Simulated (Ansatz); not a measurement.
## Ligand exchange: KH + In(NH2)3 → KNH2 + InH(NH2)2

Species: KH, singlet; In(NH2)3, singlet; KNH2 `[NH2][K]`, singlet; InH(NH2)2, singlet. The partners trade H for NH2: K–H and In–NH2 bonds give way to K–NH2 and In–H.

Shapes, held fixed at every level: PBE0-D4/def2-TZVP. Programs: Ansatz 0.2.0. The zero-point and thermal change to 298 K, harmonic and unscaled (PBE0-D4/def2-TZVP), is +0.5 kJ/mol.

```
                level                   kind  ΔH(298 K) (kJ/mol)  less CCSD(T)/def2-TZVPP
          HF/def2-SVP           Hartree–Fock               -17.2                    +12.1
        HF/def2-TZVPP           Hartree–Fock               -22.6                     +6.7
  BHLYP-D4/def2-TZVPP          global hybrid               -28.0                     +1.3
r2SCAN0-D4/def2-TZVPP          global hybrid               -34.8                     -5.5
         MP2/def2-SVP    perturbation theory               -20.8                     +8.5
        CCSD/def2-SVP  coupled cluster or CI               -19.5                     +9.8
   CCSD(T)/def2-TZVPP  coupled cluster or CI               -29.3                      0.0
```

The highest level, CCSD(T)/def2-TZVPP, gives ΔH(298 K) = -29.3 kJ/mol; the levels span -34.8 to -17.2. The column of differences is taken from that level and isn't an error. No measured value is set beside it here. For atoms past krypton def2 sets carry core potentials with scalar relativity. Correlated rows may include outer-core shells of In, K, which these sets cover unevenly.

The exchange is exothermic at every level, and the small thermal correction of +0.5 kJ/mol shows that the preference is electronic. Potassium binds its partner mainly by electrostatic attraction and favours the harder amide, with its charge concentrated on nitrogen, over the soft, polarisable hydride. Indium, more electronegative and better able to form covalent bonds, gives up less by taking hydrogen in return. The modest net energy suggests that the loss of a polar In–N bond offsets much of the gain at potassium.

Enlarging the basis takes Hartree–Fock from -17.2 to -22.6 kJ/mol, while correlation also favours the products in both basis sets. The distance between CCSD/def2-SVP and CCSD(T)/def2-TZVPP therefore can't be read as the effect of triples; much of it is probably due to the basis. The direction of exchange is well supported for the isolated molecules, but it doesn't carry over directly to the condensed phase, where lattice energies and amide bridging would contribute.
